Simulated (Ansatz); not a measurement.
## Ligand exchange: B(CH3)(NH2)2 + Si(CH3)3(NH2) → B(NH2)3 + Si(CH3)4

Gas-phase species: B(CH3)(NH2)2, singlet; Si(CH3)3(NH2), singlet; B(NH2)3, singlet; Si(CH3)4 (tetramethylsilane), singlet. The partners trade CH3 for NH2: B–CH3 and Si–NH2 bonds give way to B–NH2 and Si–CH3.

Shapes, held fixed at every level: PBE0-D4/def2-TZVP. Flexible molecules stand in one conformer, not always the lowest. Programs: Ansatz 0.2.0. Electronic energies: no zero-point or thermal term.

| level | kind | ΔE (kJ/mol) | less CCSD(T)/CBS estimate |
| --- | --- | --- | --- |
| BHLYP-D4/def2-TZVPP | global hybrid | -14.1 | -1.4 |
| PBE0-D4/def2-TZVPP | global hybrid | -15.0 | -2.3 |
| r2SCAN0-D4/def2-TZVPP | global hybrid | -14.8 | -2.1 |
| B2PLYP/def2-TZVPP | double hybrid | -12.2 | +0.5 |
| MP2/def2-TZVPP | perturbation theory | -12.3 | +0.4 |
| CCSD(T)/def2-SVP | coupled cluster or CI | -18.9 | -6.2 |
| CCSD/def2-TZVPP | coupled cluster or CI | -12.4 | +0.3 |
| CCSD(T)/CBS estimate | coupled cluster or CI | -12.7 | 0.0 |

The highest level, CCSD(T)/CBS estimate, gives ΔE = -12.7 kJ/mol; the levels span -18.9 to -12.2. The column of differences is taken from that level and isn't an error. No measured value is set beside it here. The CBS estimate extrapolates MP2 from def2-TZVPP and def2-QZVPP and adds CCSD(T) − MP2 in the triple-zeta set, cores frozen.

Every level favours moving the amino group from silicon to boron, with the highest giving -12.7 kJ/mol. Nitrogen forms strong, polar bonds to both elements, so the reaction energy reflects only the difference between their preferences for nitrogen over carbon. Boron probably wins because its formally empty p orbital accepts the nitrogen lone pair, whereas tetravalent silicon offers only weaker delocalisation into σ* orbitals. The gain is modest, plausibly because the two amino groups already on boron donate into that same orbital, leaving less acceptor capacity for a third.

The clear outlier is CCSD(T) in the small def2-SVP basis, which exaggerates the exothermicity. CCSD in the larger triple-zeta basis lies close to the highest level, which suggests that an unbalanced description of the polar bonds by the small basis is to blame, rather than a difficult correlation problem. The preference for boron is therefore well supported, but a single exchange energy cannot separate π donation from σ-bond polarity or steric effects.
